Q: Can I use these numbers as the properties of singlet SbH?

SbH at fixed bond lengths, computed in PySCF 2.14.0 with unrestricted PBE0/def2-TZVP, a 28-electron core potential on Sb and no spin-orbit coupling. The determinant is held with one spin-up and one spin-down electron in different π orbitals. Energies are relative to the separated high-spin atoms; a positive dipole means that Sb, the first atom, is the negative end.

```tsv
bond length (Å)	energy (eV)	dipole (D)	Löwdin charge, first atom (e)	gap of levels (eV)	Mayer bond order
1.478	-1.699	0.27	0.11	2.95	0.97
1.546	-2.004	0.14	0.09	2.95	0.97
1.615	-2.177	0.00	0.07	2.96	0.97
1.667	-2.241	-0.10	0.06	2.96	0.97
1.718	-2.258	-0.21	0.05	2.96	0.97
1.770	-2.239	-0.31	0.05	2.96	0.97
1.838	-2.169	-0.45	0.04	2.96	0.97
1.924	-2.028	-0.62	0.04	2.97	0.98
2.027	-1.806	-0.83	0.04	2.97	0.98
2.165	-1.460	-1.10	0.04	2.98	0.98
2.371	-0.904	-1.49	0.05	3.00	0.98
2.663	-0.147	-1.98	0.08	3.01	0.98
```

A: No. The determinant has one electron with spin up in one Sb 5pπ orbital and one with spin down in the other. A pure singlet has $\langle S^2\rangle=0$ and a triplet 2, so the value of 1.008, the same in every row, means about half of each. The two spins cancel along the axis, but that alone does not make a singlet. Theory places the energy roughly midway between the triplet Σ and singlet Δ states that are mixed. Spin-orbit coupling, which matters for antimony, is absent.

Q: Which digits of the bond length and stiffness survive?

A: A quartic fitted by least squares to the energies of the first eight rows has its minimum at 1.715 Å and a curvature $k$ of 13.8 eV/Å², or about 2.2 mdyn/Å. Rounding in the table blurs the length by only 0.0003 Å, but the curvature by 0.8 %. I would keep 1.715 Å and 2.2 mdyn/Å as properties of this computed curve. As statements about a real state of SbH they are less certain, because of the mixed state, the functional and the missing spin-orbit coupling.

Q: The minimum lies at −2.258 eV. Is 2.26 eV the energy needed to pull the atoms apart on this curve?

A: Test that with a Morse curve that levels off at zero, where the separated atoms lie:

$$E=-D+D\left(1-e^{-a(r-r_e)}\right)^2,$$

with $r$ the bond length, $r_e$ its value at the minimum, $D$ the depth and $a$ the range constant. Its curvature at the minimum is $k=2Da^2$, so

$$a=\sqrt{13.78/(2\times2.258)}=1.75\ \text{Å}^{-1}.$$

Its slope is greatest where the exponential equals ½, and there it is $Da/2=1.97$ eV/Å. The table climbs faster: 2.70 eV/Å between 2.165 and 2.371 Å, and still 2.59 eV/Å over the last interval. At 2.663 Å, a row not used to set the constants, this Morse curve lies 0.63 eV too low. The computed curve would have to flatten abruptly to stop at zero, so the well depth is not a dissociation energy. Morse curves with a free limit do end above zero, but that limit moves from 1.1 to 2.1 eV as the fit grows from eight rows to twelve, so I would not quote one.

Q: Why does it climb so far, when the Mayer bond order says the bond is intact?

A: Stretched H₂ with both electrons held in one orbital is the simpler case. The pair cannot separate into one electron per atom, ionic terms remain, and the energy ends too high. The bond order stays near one because the orbital is still shared, whatever the energy does. Here too the σ pair stays together: if its spins were separating, $\langle S^2\rangle$ would rise towards 2, and it does not.

The analogy covers only the σ bond. SbH also has its open π shell, and this adds a second cause. The reference Sb atom has three parallel p spins, hence three exchange-stabilised pairs. An atom left with two spins up and one down has one. Both causes follow from theory; these data cannot say how much each contributes. The reference atoms are single unrestricted determinants too, but high-spin p³ and s¹ atoms are spherical, so this should disturb the zero of energy little.

Q: The Löwdin charge makes Sb positive in every row. Why does the dipole change sign?

A: Because the dipole is not just charge times distance. At 1.478 Å, point charges of that size would give −0.76 D; the table has +0.27 D. They also get the trend wrong: near the minimum their dipole rises with bond length, while the computed one falls by about 2.0 D/Å.

Part of the trouble is how the shared electrons are divided between the atoms: Mulliken charges from the same calculation do make the point-charge dipole fall near the minimum, though far too slowly. What any such charges leave out is the shape of the density around each atom. A lone pair on Sb pointing away from H would push the dipole positive at short range, which is a plausible reading. It cannot be the whole story, since at long range the discrepancy is negative. The large dipole there may partly be an artefact of the σ pair staying together; for neutral separated atoms it must vanish.

Q: Why does the gap barely notice an 80 % longer bond?

A: It grows by only 2 %, whereas a gap between σ and σ* would shrink. The likely explanation is that the filled and empty levels are both Sb 5pπ, split by repulsion and exchange on one atom. A functional with less exact exchange should then give a smaller gap.

Q: What would the neighbouring series look like?

A: The triplet with parallel π spins should lie lower, by Hund's rule, and its σ bond can break into the high-spin atoms if the spins are free to separate. For AsH in the same mixed state, expect a shorter, stiffer bond and, from more compact p orbitals, a wider but equally flat gap.
